Borane, BH₃, is bound to the ring oxygen of 3-allyl-2,3-dihydrofuran. The allyl arm hangs on ring atom C5 and runs C5–C6–C7=C8, ending in a =CH₂ group. C5 also carries a hydrogen and two ring neighbours: C9, a CH₂ group next to the oxygen, and C4, one end of the ring's double bond.

The table lists six shapes of this molecule. In each pair of torsions, the first angle (C9–C5–C6–C7) tells how the arm is turned about C5–C6. The second (C5–C6–C7–C8) tells to which side the vinyl group is skewed. Energies are in kcal/mol, and the weight is the share of each shape at room temperature.

Calculated values. Conformers of the BH₃ adduct of 3-allyl-2,3-dihydrofuran without solvent, from PySCF 2.14.0 and tblite 0.8.0; DFT energies are PBE0-D3(BJ)/6-31G(d) at GFN2-xTB geometries. Free energies and Boltzmann weights are for 298.15 K and combine the DFT energies with GFN2-xTB quasi-harmonic terms. The torsions are C9–C5–C6–C7 and C5–C6–C7–C8.

```
number  torsions in degrees  ring shapes  GFN2-xTB energy above its lowest (kcal/mol)  DFT energy above the lowest (kcal/mol)  free energy above the lowest (kcal/mol)  weight (%)
     1            (66,-116)     envelope                                        0.050                                   0.000                                    0.000       39.70
     2            (-55,115)         flat                                        0.000                                   0.160                                    0.280       24.60
     3           (-178,120)     envelope                                        0.390                                   0.480                                    0.440       18.80
     4           (180,-110)     envelope                                        0.860                                   1.030                                    1.010        7.20
     5             (73,118)         flat                                        0.680                                   1.310                                    1.230        5.00
     6           (-61,-118)     envelope                                        0.570                                   1.150                                    1.270        4.60
```

(a) Suppose the two torsions acted independently. What pattern would the DFT energies then follow, and do they follow it?

Solution. If the torsions were independent, the energy would be a sum of one term for the turn of the arm and one for the skew of the vinyl group. Changing the skew from about −120° to about +120° would then cost the same for every turn. One skew would be the better one throughout.

The six shapes form three pairs, each with nearly the same turn and opposite skews: rows 1 and 5, rows 2 and 6, rows 3 and 4. Going from negative to positive skew raises the energy by 1.31 in the first pair. It lowers the energy by 0.99 in the second and by 0.55 in the third. The effect changes sign with the turn, so the torsions are far from independent.

Averages show how little each torsion does alone. The mean DFT energies of the three pairs lie within 0.1 kcal/mol of one another, and so do the means of the two skews. A rule such as "the extended arm is best" or "positive skew is best" would therefore fail here. What matters is the combination, and the next step is to see what a given combination brings together in space.

(b) Follow rows 1 and 5. Which groups meet when the vinyl group changes its skew, and why is row 1 the better shape?

Solution. C7 is flat and has two different sides: a single hydrogen on one and the =CH₂ group on the other. The two sides lie 180° apart about the C6–C7 bond. In row 1 the =CH₂ group stands at −116°, so the hydrogen of C7 stands at

−116° + 180° = 64°

In row 5 the =CH₂ group stands at 118°, which puts the hydrogen at

118° − 180° = −62°

In both rows C7 lies between C9 and the hydrogen of C5, with C4 on the far side. These two near neighbours are said to be gauche to C7. The handedness of C5 places its hydrogen 120° back from C9, so C9 has a positive torsion and the hydrogen a negative one. A useful rule of chain geometry now applies: two successive torsions of opposite sign fold the chain back on itself, while two of equal sign carry its ends apart.

In row 5 the torsion to C9 is 73° and that to the hydrogen of C7 is −62°. The signs are opposite, so this hydrogen is folded back against the C9 group. It is a mild form of the contact known from the syn-pentane shape of alkanes, and theory expects it to be repulsive. In row 1 the hydrogen of C7 leans towards the small hydrogen of C5 instead, and the =CH₂ group takes the side of C9.

It may seem odd that the larger =CH₂ group is the better partner for C9. A likely reason lies in the angles. The hydrogen of C7 stands at about 60° and is tucked back under the chain, whereas the =CH₂ group stands at about 120° and points outwards. It leans towards C9 without being pressed against it.

The torsions fit this picture. From row 1 to row 5 the first angle opens from 66° to 73°, and from row 2 to row 6 it grows in size from 55° to 61°. In both cases the arm swings away from C9 when the hydrogen of C7 faces it. This agrees with crowding at C9, although an attraction between C9 and the =CH₂ group in rows 1 and 2 would move the arm in the same sense.

A limiting case shows what such a preference needs. If the two gauche neighbours were alike, the two skews would be mirror images as far as these contacts go, and nothing would be gained. Making the two sides of C7 alike would not have the same effect. One side would still be tucked back and the other would point outwards, so it would still matter which neighbour meets the tucked-back side. The preference needs two unlike neighbours, and the vinyl group senses them because its two sides stand in different positions.

The other pairs can be read in this way. In rows 3 and 4 the neighbours are C4 and the hydrogen of C5, and the better row 3 again turns the hydrogen of C7 towards the hydrogen of C5. The preference is smaller than in rows 1 and 5, which is reasonable because C4 belongs to a double bond. Its only hydrogen lies near the ring plane, so its face is more open than the CH₂ group C9.

(c) In rows 2 and 6 the arm lies between C9 and C4. Estimate their energy difference from the other two pairs, judge the result, and explain why row 2 lies so low.

Solution. Assume that the contacts on the two sides of the vinyl group add. For each neighbour X, let K(X) be the energy with the hydrogen of C7 leaning to X, less the energy with the =CH₂ group leaning to X. Changing the skew moves the hydrogen from one neighbour to the other and the =CH₂ group the opposite way. The cost is therefore a difference of two K values:

row 5 − row 1: K(C9) − K(H) = 1.31
row 4 − row 3: K(C4) − K(H) = 0.55

Subtracting the second line from the first removes the hydrogen of C5 and leaves the pair in question:

row 6 − row 2: K(C9) − K(C4) = 1.31 − 0.55 = 0.76 kcal/mol

The DFT energies of rows 2 and 6, which did not enter the estimate, differ by 0.99. The estimate has the right sign and is about a quarter too low. At the DFT level, adding contacts is thus a fair first guide, but the surroundings of each contact also count. One possible reason is the BH₃ group: the bonds at oxygen can form a pyramid, with BH₃ on the same face of the ring as the allyl arm or on the other. A change of face between rows would enter these differences too; this is untested. The ring also changes between envelope and flat within two of the pairs, rows 1 and 5 and rows 2 and 6, and the labels do not tell how large that change is or what it costs.

GFN2-xTB, the cheaper method that also supplied the geometries, prefers the same skew in each pair. It makes the three preferences nearly equal, however, at 0.63, 0.57 and 0.47. The same subtraction then gives only 0.63 − 0.47 = 0.16 for rows 2 and 6, far below the 0.57 that the method itself finds. Which skew wins is common to both levels, while the size of the gain and the additive rule depend on the level. The DFT values have their own uncertainty, since a small basis set tends to overstate the binding between groups that lie close together.

Row 2 is the irregular one. Its arm is gauche to both ring carbons, a position that counts as crowded in simple alkanes, yet it lies only 0.16 above row 1. Part of the answer may be that C7 has just one hydrogen to tuck back. A methyl group in its place would always turn a hydrogen towards each gauche neighbour, whereas the vinyl group can spare one of them. Row 2 spares C9 and turns its hydrogen to the more open C4.

The crowding of this one hydrogen does not complete the explanation. Row 3 turns the hydrogen of C7 to the hydrogen of C5, just as row 1 does, and should then lie below row 2. It lies above it, at 0.48. What rows 1 and 2 share, and no other row has, is the =CH₂ group on the side of C9. The hydrogens of C9 are made slightly positive by the neighbouring oxygen, and the electrons of the vinyl double bond may attract them. This would favour just these two rows, but it remains a guess, because the energies do not separate such an attraction from the repulsion in the other shapes, or from changes in the ring and at the BH₃ group.

For practical use the order at the top matters less than the group of low shapes. GFN2-xTB puts row 2 below row 1 by 0.05, while DFT puts row 1 first by 0.16; gaps of this size do not settle which shape leads. Rows 1 to 3, the better member of each pair, together hold 83.1 % of the weight. A property that depends on shape should be averaged over at least these three, and the shares themselves are provisional because a shape found by the force field fell away in the GFN2-xTB step and the set may lack it.
